# The Van der Pol laser at threshold: Fokker–Planck solution for a class A VECSEL

A single-mode laser changes from thermal to coherent light over a very narrow range of pump. I will derive the intensity distribution across that range and then put numbers on it for an optically pumped InGaAs/GaAs external-cavity surface emitter.

## Premises

1. One longitudinal, transverse and polarisation mode, with photon number $n$ and photon decay rate $\kappa=1/\tau_p$.
2. One lumped carrier number $N$, pumped at rate $\Lambda$ (carriers per second), recombining at rate $U(N)$ and giving net gain $G(N)$ per photon.
3. Emission and loss are Markovian, and spontaneous emission into the mode is the only noise. I size the other sources later.
4. The pump is close to threshold.

## Step 1: eliminating the carriers

The carrier equation is $\dot N=\Lambda-U(N)-G(N)n$. Define threshold by $G(N_{th})=\kappa$ and $\Lambda_{th}=U(N_{th})$. Linearise with $\delta N=N-N_{th}$, the slope $G_N=dG/dN$ and the differential lifetime $\tau_c=(dU/dN)^{-1}$:

$$\dot{\delta N}=\Lambda-\Lambda_{th}-\kappa n-\frac{\delta N}{\tau_c}\left(1+\frac{n}{n_s}\right),\qquad n_s=\frac{1}{G_N\tau_c}.$$

If the carriers follow the field, $\dot{\delta N}=0$, and $G-\kappa=G_N\delta N$ becomes

$$G-\kappa=\kappa\,\frac{\epsilon-n/n_s}{1+n/n_s}\approx\kappa\left(\epsilon-\frac{n}{n_s}\right),\qquad \epsilon=\frac{\Lambda-\Lambda_{th}}{\kappa n_s}. \tag{1}$$

The last form holds for $n\ll n_s$. The field amplitude grows at half this rate, so it obeys an equation with a linear and a cubic term: the Van der Pol oscillator in the rotating frame.

**Question.** *Where does class A enter?*

Linearise about the noise-free lasing state $n=\epsilon n_s$, where $G=\kappa$. Then $\dot{\delta n}=G_Nn\,\delta N$ and $\dot{\delta N}=-\kappa\,\delta n-(1+\epsilon)\delta N/\tau_c$, with characteristic equation

$$s^2+\frac{1+\epsilon}{\tau_c}s+\frac{\kappa\epsilon}{\tau_c}=0 .$$

The roots are real when $(1+\epsilon)^2>4\kappa\tau_c\epsilon$. Since $(1+\epsilon)^2\ge4\epsilon$, this holds at every pump if $\tau_p>\tau_c$: no relaxation oscillations, which is class A. For small $\epsilon$ the roots are near $-\kappa\epsilon$ and $-1/\tau_c$, so the elimination needs $\kappa\tau_c|\epsilon|\ll1$. A class B laser also meets this close enough to threshold. Class A means that the condition never fails before the cubic truncation does.

## Step 2: the Fokker–Planck equation

Let $b$ be the mode's annihilation operator, $A$ the emission rate per photon, and $B$ the sum of the absorption and cavity-loss rates, so that $A-B=G-\kappa$. Thermal photons are absent, because $h\nu/k_BT=48$ at 1.0 µm and 300 K. The master equation is

$$\dot\rho=A\left(b^\dagger\rho b-\tfrac12\{bb^\dagger,\rho\}\right)+B\left(b\rho b^\dagger-\tfrac12\{b^\dagger b,\rho\}\right).$$

Write $\rho=\int d^2\alpha\,W(\alpha)|\alpha\rangle\langle\alpha|$, the Glauber–Sudarshan representation, in which averages over $W$ are normally ordered. Integration by parts gives the rules $b\rho\to\alpha W$, $\rho b^\dagger\to\alpha^*W$, $b^\dagger\rho\to(\alpha^*-\partial_\alpha)W$ and $\rho b\to(\alpha-\partial_{\alpha^*})W$. The gain bracket becomes

$$(\alpha^*-\partial_\alpha)(\alpha-\partial_{\alpha^*})W-\tfrac12\alpha(\alpha^*-\partial_\alpha)W-\tfrac12\alpha^*(\alpha-\partial_{\alpha^*})W=-\tfrac12\left[\partial_\alpha(\alpha W)+\partial_{\alpha^*}(\alpha^*W)\right]+\partial_\alpha\partial_{\alpha^*}W .$$

The loss bracket is $|\alpha|^2W-\tfrac12(\alpha^*-\partial_\alpha)\alpha W-\tfrac12(\alpha-\partial_{\alpha^*})\alpha^*W$, which equals $+\tfrac12[\partial_\alpha(\alpha W)+\partial_{\alpha^*}(\alpha^*W)]$ and has no second derivative. With $\alpha=x+iy$ and $\mathbf r=(x,y)$, the square bracket is $\nabla\cdot(\mathbf rW)$ and $\partial_\alpha\partial_{\alpha^*}=\nabla^2/4$.

Now insert (1) with $n\to|\alpha|^2$, inside the divergence. This step is semiclassical: it ignores an ordering ambiguity of one photon in $n$. In the diffusion term take the threshold value $A=n_{sp}\kappa$, where $n_{sp}=A/G\ge1$ is the inversion factor; $A$ varies only by relative amounts of order $\epsilon$ and $n/n_s$. Then

$$\partial_tW=-\nabla\cdot\left[\frac\kappa2\left(\epsilon-\frac{|\alpha|^2}{n_s}\right)\mathbf r\,W\right]+\frac{n_{sp}\kappa}{4}\nabla^2W. \tag{2}$$

## Step 3: scaling

Put $|\alpha|^2=n_0I$, $\mathbf r=\sqrt{n_0}\,\mathbf q$ and $t=t_0\tau$. The drift rate becomes $(\kappa t_0n_0/2n_s)(\epsilon n_s/n_0-I)$ and the diffusion constant becomes $n_{sp}\kappa t_0/4n_0$. Setting both prefactors to one gives

$$n_0=\sqrt{\frac{n_{sp}n_s}{2}},\qquad t_0=\frac{2n_s}{n_0}\tau_p,\qquad a=\epsilon\,\frac{n_s}{n_0}=\epsilon\sqrt{\frac{2n_s}{n_{sp}}}, \tag{3}$$

$$\partial_\tau W=-\nabla_q\cdot[(a-I)\,\mathbf q\,W]+\nabla_q^2W,\qquad I=q^2 .$$

This is the scaled form of the equation that Risken solved in 1965. One pump parameter $a$ remains, and $a=0$ is threshold.

## Step 4: the stationary solution

In polar coordinates $\partial_q=2q\,\partial_I$, so

$$\nabla_q\cdot[(a-I)\mathbf qW]=\frac1q\partial_q\left[q^2(a-I)W\right]=2\partial_I[I(a-I)W],\qquad\nabla_q^2=4\partial_II\partial_I+\frac1I\partial_\varphi^2 .$$

The area element is $\tfrac12dI\,d\varphi$, so the intensity density is $p(I)=\tfrac12\int W\,d\varphi$, with no weight that depends on $I$. Integrating over $\varphi$ removes the phase term:

$$\partial_\tau p=-\partial_IJ,\qquad J=2I(a-I)p-4I\,\partial_Ip. \tag{4}$$

In the stationary state $J$ is constant. A nonzero $J$ gives $p\approx-(J/4)\ln I$ at small $I$, the Green function of the plane Laplacian, that is, a point source or sink of probability at zero field. There is none, so $J=0$ and $\partial_I\ln p=(a-I)/2$:

$$p(I)=\frac{e^{-(I-a)^2/4}}{\sqrt\pi\,[1+\operatorname{erf}(a/2)]},\qquad I\ge0. \tag{5}$$

The norm follows from $u=(I-a)/2$: $\int_0^\infty e^{-(I-a)^2/4}dI=2\int_{-a/2}^\infty e^{-u^2}du=\sqrt\pi\,[1+\operatorname{erf}(a/2)]$. The distribution is a Gaussian centred on $a$, of variance 2 before truncation, cut off at zero.

**Question.** *A semiconductor has a linewidth enhancement factor. Why is it missing?*

Henry's factor $\alpha_H$ couples gain to frequency and adds the phase drift $d\varphi/d\tau=\alpha_H(a-I)$, with a sign set by convention. Its term in the equation, $-\alpha_H(a-I)\partial_\varphi W$, integrates to zero over $\varphi$. Equations (4) and (5) stand. The line shape changes, the intensity statistics do not.

## Step 5: moments

Use $(I-a)p=-2\,\partial_Ip$. Integrating it directly leaves the boundary value, $\langle I\rangle-a=2p(0)$:

$$\langle I\rangle=a+\frac{2}{\sqrt\pi}\,\frac{e^{-a^2/4}}{1+\operatorname{erf}(a/2)}. \tag{6}$$

Multiplying first by $I^k$ with $k\ge1$ removes the boundary term, and integration by parts gives $\langle I^{k+1}\rangle=a\langle I^k\rangle+2k\langle I^{k-1}\rangle$. For $k=1$,

$$\langle I^2\rangle=a\langle I\rangle+2. \tag{7}$$

This is also the photon balance: from (4), $d\langle I\rangle/d\tau=\int J\,dI=2a\langle I\rangle-2\langle I^2\rangle+4$. Because $W$ yields normally ordered averages, $\langle b^\dagger b^\dagger bb\rangle=n_0^2\langle I^2\rangle$, and

$$g^{(2)}(0)=\frac{\langle I^2\rangle}{\langle I\rangle^2}=\frac{a}{\langle I\rangle}+\frac{2}{\langle I\rangle^2}. \tag{8}$$

**Far below threshold.** Up to a constant, $p\propto e^{-|a|I/2}e^{-I^2/4}$. Expanding the second factor to $1-I^2/4$ gives the unnormalised moments

$$M_k\approx k!\left(\frac{2}{|a|}\right)^{k+1}\left[1-\frac{(k+1)(k+2)}{a^2}\right].$$

The brackets for $k=0,1,2$ carry the coefficients 2, 6 and 12. Hence $\langle I\rangle=M_1/M_0\approx(2/|a|)(1-4/a^2)$ and $g^{(2)}=M_2M_0/M_1^2\approx2-4/a^2$. The limit is thermal light, with $\langle n\rangle=2n_0/|a|=n_{sp}/|\epsilon|$.

**At threshold.** $\langle I\rangle=2/\sqrt\pi$ and $\langle I^2\rangle=2$, so $g^{(2)}=\pi/2$.

**Far above.** The boundary term of (6) falls as $e^{-a^2/4}$, so $\langle I\rangle\to a$ and $g^{(2)}\to1+2/a^2$, which tends to one.

| $a$ | $\langle I\rangle$ | $g^{(2)}(0)$ |
|---|---|---|
| −8 | 0.236 | 1.951 |
| −4 | 0.418 | 1.872 |
| −2 | 0.639 | 1.769 |
| 0 | 1.128 | 1.571 |
| 2 | 2.225 | 1.303 |
| 4 | 4.010 | 1.122 |
| 8 | 8.000 | 1.031 |

The upper asymptote gives 1.125 at $a=4$. The lower one, being a power series in $1/a^2$, is approached more slowly: it gives 1.9375 at $a=-8$.

**Question.** *A laser far above threshold is Poissonian. Where is the shot noise?*

It lies in the ordering. The photon-number variance is $\langle n\rangle+n_0^2\operatorname{Var}I$, with $\operatorname{Var}I=2+a\langle I\rangle-\langle I\rangle^2$. The first term is shot noise and drops out of $g^{(2)}$. Equation (5) describes the excess over it.

## Range of validity

- **Cubic truncation.** Keeping the denominator of (1) makes the slope of the exponent $(a-I)/[2(1+In_0/n_s)]$. At the peak $I=a$ this multiplies the variance by $1+\epsilon$. We need $|\epsilon|\ll1$, that is $|a|\ll n_s/n_0$, and a threshold region exists only if $n_0\ll n_s$.
- **Semiclassical saturation.** One photon shifts $I$ by $1/n_0$, so $n_0\gg1$. Since $n_0/n_s=n_{sp}/2n_0$, this is the previous condition again up to $n_{sp}$. Nanolasers with small $n_s$ fail both.
- **Elimination.** $\tau_c\ll t_0$ and $\kappa\tau_c|\epsilon|\ll1$. The intensity relaxes at $2|a|/t_0=\kappa|\epsilon|$ away from threshold.
- **Uniform saturation.** A Gaussian transverse profile changes the cubic coefficient. The result survives if $n_s$ is defined by that coefficient.
- **One mode and a quiet pump.** These need numbers.

For pump noise define $\mu=\Lambda_{th}/\kappa n_s$, so that $\delta\epsilon=\mu\,\delta\Lambda/\Lambda_{th}$. A white one-sided relative intensity noise $S$ has the correlation $(S/2)\,\delta(t-t')$. Through $\dot n=\kappa n\,\delta\epsilon$ it adds variance to $n$ at the rate $\kappa^2n^2\mu^2S/2$. Spontaneous emission adds variance at the rate $8In_0^2/t_0=2n\,n_{sp}\kappa$, twice the diffusion coefficient in (4). The ratio is

$$\eta=\frac{\kappa n\mu^2S}{4n_{sp}}. \tag{9}$$

A Poissonian pump has $S=2/\Lambda_{th}$, and Poissonian recombination adds as much again, which gives $\eta=\mu n/(n_{sp}n_s)$.

## Numerical illustration

The inputs are illustrative values typical of a single-frequency InGaAs/GaAs device: $\lambda=1.0$ µm, cavity length $L=0.30$ m, logarithmic round-trip loss $\ell=0.040$ including a coupler $T=0.010$, $\tau_c=2$ ns, $n_{sp}=2$, circulating saturation power $P_s=2.0$ W, $\mu=3$, pump at 808 nm.

The round trip takes $2L/c=2.00$ ns, so $\tau_p=2.00\ \text{ns}/\ell=50$ ns, $\kappa=2.0\times10^7$ s$^{-1}$ and $\kappa\tau_c=0.04$: class A. With $h\nu=1.986\times10^{-19}$ J, $n_s=P_s(2L/c)/h\nu=2.0\times10^{10}$. The threshold rate $\mu\kappa n_s=1.2\times10^{18}$ s$^{-1}$ corresponds to 0.3 W of pump captured by the wells. From (3), with the inputs taken as exact,

$$n_0=1.41\times10^5,\qquad n_0/n_s=7.07\times10^{-6},\qquad t_0=14\ \text{ms},$$

and one unit of $I$ is an output $TP_sn_0/n_s=0.141$ µW.

| $a$ | −8 | −4 | 0 | 4 | 8 |
|---|---|---|---|---|---|
| $\epsilon$ ($10^{-5}$) | −5.7 | −2.8 | 0 | 2.8 | 5.7 |
| output (µW) | 0.033 | 0.059 | 0.16 | 0.57 | 1.1 |

At threshold the model holds $\langle n\rangle=1.6\times10^5$ photons. With $\operatorname{Var}I=2-4/\pi=0.727$, the Fano factor $1+n_0\operatorname{Var}I/\langle I\rangle$ is $9.1\times10^4$. Between $a=-4$ and $a=4$, where $g^{(2)}$ drops from 1.872 to 1.122, the pump changes by $8(n_0/n_s)/\mu=1.9\times10^{-5}$ of its value, or 5.6 µW. The intrinsic corrections are negligible: $\tau_c/t_0=1.4\times10^{-7}$, and the carrier shot noise gives $\eta=1.2\times10^{-5}$ at threshold.

**Question.** *The modes of that cavity are half a gigahertz apart. Is it single-mode at threshold?*

Only with a filter. An extra round-trip loss $\delta\ell$ lowers a neighbour's pump parameter by $\delta a=(\delta\ell/\ell)\,n_s/n_0$, so one unit costs $\ell n_0/n_s=2.8\times10^{-7}$. Take a slightly tilted, uncoated silica etalon with thickness $d=1.0$ mm and index $n_e$ of approximately 1.45, tuned to the lasing mode. Its facets reflect $R=[(n_e-1)/(n_e+1)]^2=0.0337$, so $F=4R/(1-R)^2=0.145$. The mode spacing divided by the etalon's free spectral range is $n_ed/L$, and two passes cost the adjacent mode $2F\sin^2(\pi n_ed/L)=6.7\times10^{-5}$. Then $\delta a=2.4\times10^2$ and the neighbour carries $2/\delta a=0.008$. The loss grows as the square of the mode index, so the modes on both sides sum to $2(\pi^2/6)(2/\delta a)=0.03$. This shifts $a$ by a few hundredths. The other etalon orders, 103 GHz apart, need a second filter of similar discrimination. If $\delta a$ were of order ten, the neighbours would rival the main mode and (5) would not apply.

**Question.** *Would a real device show this curve?*

Not with an ordinary pump. The noise that matters lies at frequencies up to about $2|a|/(2\pi t_0)$, which is 90 Hz at $a=4$. At threshold, (9) reaches one for $S=2.8\times10^{-13}$ Hz$^{-1}$, or −126 dB/Hz. An illustrative −120 dB/Hz gives $\eta=3.6$, and $\eta$ grows in proportion to $n$. Above threshold, in linear response, the intensity variance is proportional to the total diffusion, so $g^{(2)}-1$ is multiplied by $1+\eta$. Drift slower than $t_0$ acts similarly. Averaging $\langle I\rangle=a$ and $\langle I^2\rangle=a^2+2$ over a spread of $a$ with mean $\bar a$ and variance $\sigma_a^2$ gives $g^{(2)}=1+(2+\sigma_a^2)/\bar a^2$, so drift rivals spontaneous emission at $\sigma_a=\sqrt2$, a relative pump spread of $\sqrt2\,(n_0/n_s)/\mu=3.3\times10^{-6}$.

The 5.6 µW window and the values of $g^{(2)}$ inside it are therefore the model's. Free-running pump diodes typically sit at or above roughly −120 dB/Hz below 100 Hz, and thermal drift adds to that. For a typical free-running device the model thus underestimates the excess $g^{(2)}-1$ just above threshold several-fold or more, and the transition looks broader. Equation (5) applies once the pump noise is held well below −126 dB/Hz in that band and the drift well below three parts per million.